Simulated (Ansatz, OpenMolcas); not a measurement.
BGeNH6 (SMILES B[NH][GeH3]): methods side by side

BGeNH6 has 9 atoms, charge 0, and is taken as a singlet. SMILES: `B[NH][GeH3]`. The coordinates come from a PBE0-D4/def2-TZVP relaxation.

```xyz
9

B    -0.8740    0.6295   -1.1629
N    -0.0233    0.6871   -0.0627
Ge    0.6652   -0.7614    0.8666
H    -1.2179   -0.4407   -1.5810
H    -1.2491    1.6470   -1.6748
H     0.2539    1.5984    0.2725
H     2.2016   -0.7148    0.8049
H     0.1149   -2.0152    0.1846
H     0.2173   -0.6760    2.3357
```

Quantity: the energy change with the B1–H5 bond stretched from 1.199 to 1.799 Å, in eV. The values are calculated.

| level | kind | program | value (eV) | CPU time (all runs) |
| --- | --- | --- | --- | --- |
| SVWN5/6-31G* (spherical functions) (restricted) | LDA | Ansatz | 1.66 | 6.2 s |
| BLYP/6-31G* (spherical functions) (restricted) | GGA | OpenMolcas | 1.67 | 58 s |
| BHLYP/6-31G* (spherical functions) (restricted) | global hybrid | OpenMolcas | 1.93 | 54 s |
| M06-2X/6-31G* (spherical functions) (restricted) | hybrid meta-GGA | OpenMolcas | 1.88 | 66 s |
| CAM-B3LYP/6-31G* (spherical functions) (restricted) | range-separated hybrid | Ansatz | 1.85 | 12 s |
| wB97M-V/6-31G* (spherical functions) (restricted) | range-separated hybrid | Ansatz | 1.84 | 1.8 min |
| PBE-QIDH/6-31G* (spherical functions) (restricted) | double hybrid | Ansatz | 1.90 | 15 s |
| RPA@PBE0/6-31G* (spherical functions) (restricted) | RPA | Ansatz | 1.79 | 18 s |

All-electron rows without a relativistic Hamiltonian named are non-relativistic. The first shape isn't each level's own minimum. The values span 1.66 to 1.93 eV. Times are those of the runs behind each value, whatever else they computed, on shared processors of several kinds: orders of magnitude only.

Stretching the B–H bond costs least with the two semilocal functionals, 1.66 eV with SVWN5 and 1.67 eV with BLYP, and more in every row that includes exact exchange, up to 1.93 eV with BHLYP. The likely reason is left-right correlation. As the bonding pair is pulled apart, a restricted determinant keeps too much ionic character. Semilocal exchange partly mimics the missing correlation, whereas exact exchange does not, so the stretched geometry is raised more than the initial one. The order doesn't follow the exact-exchange fraction alone: PBE-QIDH has more of it than BHLYP but gives a lower value, probably because its perturbative correlation stabilises the stretched bond. RPA, at 1.79 eV, falls between the semilocal and hybrid results.

LDA's usual overbinding does not show here, which is no contradiction, since a partial stretch probes the wall of the well rather than its full depth. The values are therefore not B–H dissociation energies, and their spread alone cannot identify the most accurate functional.
